Ansatz 0.2.0 plane-wave PAW calculations with r2SCAN (scalar-relativistic, no spin polarisation, 500 eV cutoff, 18×18×18 k mesh, 0.15 eV Gaussian smearing) for body-centred cubic Cd, a = 3.569 Å, not relaxed at this level. Strain is applied equally along x and y with z fixed; energies are free energies relative to the unstrained cell, and pressure is positive in compression.

| strain | energy change (meV/atom) | tensile stress along pattern (GPa) | pressure (GPa) |
| --- | --- | --- | --- |
| -0.02 | -2.8 | -0.75 | 0.56 |
| -0.01 | -2.5 | 1.04 | -0.41 |
| 0 | 0.0 | 2.53 | -1.26 |
| 0.005 | 2.0 | 3.15 | -1.64 |
| 0.015 | 7.3 | 4.20 | -2.31 |

The columns are tied together by two simple rules. The tensile stress along the pattern is the sum of the stresses along x and y, the two axes that are strained together. The pressure is minus the average of the stresses on all three axes. From these two columns one can recover the stress along z, the axis whose length is held fixed, and that stress turns out to tell the most about the crystal.

Only the row at strain 0 is cubic. When x and y shrink or grow together while z stays put, the cell becomes tetragonal, a box with a square base. Each strained row therefore differs from the starting crystal in two ways: in its volume and in its shape.

### From −0.02 to −0.01: across the bottom of a valley

The first two rows have nearly the same energy, although the strain differs by a factor of two. Their pattern stresses explain this, for they have opposite signs: −0.75 GPa in the first row and 1.04 GPa in the second. The first crystal pushes outward in the plane and the second pulls inward. Between them lies a point where the in-plane forces vanish and the energy along this path is lowest.

Interpolation puts that point at a strain of about −0.016. On the way from the first row to the second, the energy first falls to the minimum and then climbs again, so that little change is left at the end. The near-equality comes from where the two rows happen to lie. It does not mean that the crystal has stopped resisting.

Nor is the lowest point a relaxed crystal. The stresses along x and y are zero there, but about 0.5 GPa of compression remains along z. A scan that strains two axes can only find the best value for those two.

### From −0.01 to 0: why squeezing lowers the energy

At strain 0 the pressure is −1.26 GPa, which means that the crystal is under tension on every side. The starting cell is too large for this level of theory, and the atoms would come closer together if the cell let them. A small squeeze gives way to that pull and releases energy, while a small stretch works against it. This is why the energies are negative on one side of the starting cell and positive on the other.

The size of the effect follows from the rule that work is force times distance. For a crystal this becomes stress times change of strain times volume. Between −0.01 and 0 the average pattern stress is (1.04 + 2.53)/2, or about 1.79 GPa. Multiplied by the strain step of 0.01 and the volume of 22.72 Å³ per atom, and converted to meV, it gives 2.5 meV per atom, the energy step in the table.

The same sum reproduces the other steps to about 0.1 meV per atom. Since stress and energy come from the same calculation, this agreement shows that the two columns are consistent; it is no test against nature. It also shows how to read the table: the pattern stress is the slope of the energy curve, and the energy column is that slope added up.

If the starting tension acted alone, with its full strength kept up all the way, squeezing to −0.02 would release 7.2 meV per atom. The table has 2.8 meV. The difference of 4.4 meV is the crystal's resistance, which grows as the atoms are pressed together and finally turns the curve upward. An energy scan from an unrelaxed cell is thus a slope laid over a valley, and the slope has to be recognised before the valley can be judged.

### From 0 to 0.015: a crystal that softens

On the stretched side the energy keeps rising, and so does the pattern stress, but each further bit of strain adds less stress than the one before. Over the whole scan the stress gained per unit strain falls from 179 GPa in the first interval to 105 GPa in the last. The crystal becomes softer as it expands.

This is the usual behaviour of a bound solid. The repulsion between neighbouring atoms fades quickly with distance, while the attraction that holds the metal together fades more slowly. Near the minimum the steep repulsion supplies much of the stiffness, and stretching weakens it. The pressure column shows a similar softening for the volume alone: the bulk stiffness, the pressure needed per relative loss of volume, drops from about 48 to 34 GPa.

### The z axis, read down the whole table

Up to this point the crystal looks well behaved, with a smooth energy curve that has a minimum. The stress along z changes that picture. It equals minus three times the pressure, less the pattern stress. In the last row this gives 3 × 2.31 − 4.20, or about 2.7 GPa, whereas x and y carry only 2.1 GPa each.

The axis that was not stretched is therefore under more tension than the two that were. In the first row the roles are reversed: z is compressed by about 0.9 GPa, and the squeezed axes by only 0.4 GPa each. The two rows nearer to the cubic one lean the same way, with smaller differences. At 0.005 z is again under more tension than x and y. At −0.01 all three axes are still under tension, but z carries less of it, 0.2 GPa against 0.5 GPa.

Geometry already gives z a reason to respond. In a body-centred cubic crystal the nearest neighbours sit along the diagonals of the cube, so each bond leans equally towards x, y and z. Widening the base lengthens these bonds, and they then pull on the top and bottom of the cell as well as on its sides. Springs along such bonds alone would raise the tension by practically the same amount on all three axes.

Here z gains clearly more than x and y, so such springs cannot be the whole story. One candidate is a cohesion that depends mainly on the volume and presses the nearest neighbours against each other. At fixed volume, any stretching or flattening of the cube along z lengthens all eight nearest bonds, so compressed bonds would favour it. Forces between more distant neighbours and a rearrangement of the conduction electrons may also play a part. The stresses show the result but do not tell these causes apart.

### Why the energy curve hides an unstable shape

The excess stress on z has a direct consequence. In the last row the cell is already shorter along z than along x and y, and the strongest pull acts to shorten z further. In the first row the cell is longer along z, and the strongest push acts to lengthen it. In both cases the stress drives the shape away from the cube instead of back towards it.

In the language of elasticity, C₁₁ is the stress per unit strain that stretching one axis raises along that same axis, and C₁₂ is the stress per unit strain that it raises along a perpendicular one. A cubic crystal that holds its shape needs C₁₁ to be larger than C₁₂. The rows on either side of the cubic one give effective values of about 18 and 52 GPa, the wrong way round. All four strained rows point to the same sign. They were all run with one k mesh and one smearing width, so how far the difference depends on these settings is not tested here.

The energy column does not reveal this because the strain also changes the volume. Of the stress gained per unit strain near the cubic cell, the volume contributes 163 GPa and the shape −22 GPa. The sum is still strongly positive, so the curve bends upward like that of a stable crystal. The split is exact bookkeeping for small strains, and it shows how a large, ordinary stiffness can cover a smaller, negative one.

Two neighbouring scans of the same crystal would separate these parts. If all three axes were strained equally, the cell would stay cubic and the energy would show an ordinary valley, with no sign of trouble. If the base were widened while z was shortened to keep the volume fixed, the elastic constants imply that the energy would fall, and it would fall for the opposite distortion too. The present scan lies between the two, and the volume wins.

For practical work, a minimum along one strain path shows stability only along that path. A relaxation that preserves cubic symmetry would remove the tension and stop at a cubic cell, even though the shape is unstable. The stresses of that cell would give no warning either, because symmetry makes them equal on all three axes. The warning comes when the cell is distorted slightly and the stresses are compared axis by axis. Cadmium under ordinary conditions is hexagonal, but this scan does not show the way there: the hexagonal close-packed structure has two atoms in its smallest cell, and a uniform strain of a one-atom cell cannot reach it.

The stresses on each axis and the split into volume and shape are printed in the output below.

The analysis program printed:

```
Stress on each axis in GPa, tension positive:
    row     c/a  along x and y  along z  z less x
  -0.02    1.02        -0.3735  -0.9365    -0.563
  -0.01    1.01         0.5186   0.2067   -0.3119
    0.0       1          1.263    1.263         0
  0.005   0.995          1.576     1.77    0.1943
  0.015  0.9852          2.097    2.747    0.6494
Energy split in meV per atom:
    row  work of the starting tension  remaining resistance
  -0.02                        -7.175                 4.375
  -0.01                        -3.588                 1.088
    0.0                             0                     0
  0.005                         1.794                0.2061
  0.015                         5.382                 1.918
Interval ending at each row:
    row  energy step meV  work from stress meV  pattern stress slope GPa  bulk stiffness GPa
  -0.01              0.3                0.2089                       179               47.77
    0.0              2.5                 2.524                       149               42.29
  0.005                2                 2.019                       124               38.09
  0.015              5.3                 5.267                       105               33.83
Fall of the pattern stress slope from first to last interval in percent: 41.34
Rise of x stress per unit strain in GPa: 70.47
Rise of z stress per unit strain in GPa: 104.2
Effective C11 in GPa: 18.36
Effective C12 in GPa: 52.11
C11 less C12 in GPa: -33.75
Curvature of energy per volume along the pattern in GPa: 140.9
Volume part of that curvature in GPa: 163.4
Shape part of that curvature in GPa: -22.5
Strain where the pattern stress vanishes: -0.01581
Strain where the pressure vanishes: -0.01423
Stress left along z where the pattern stress vanishes in GPa: -0.4575
```
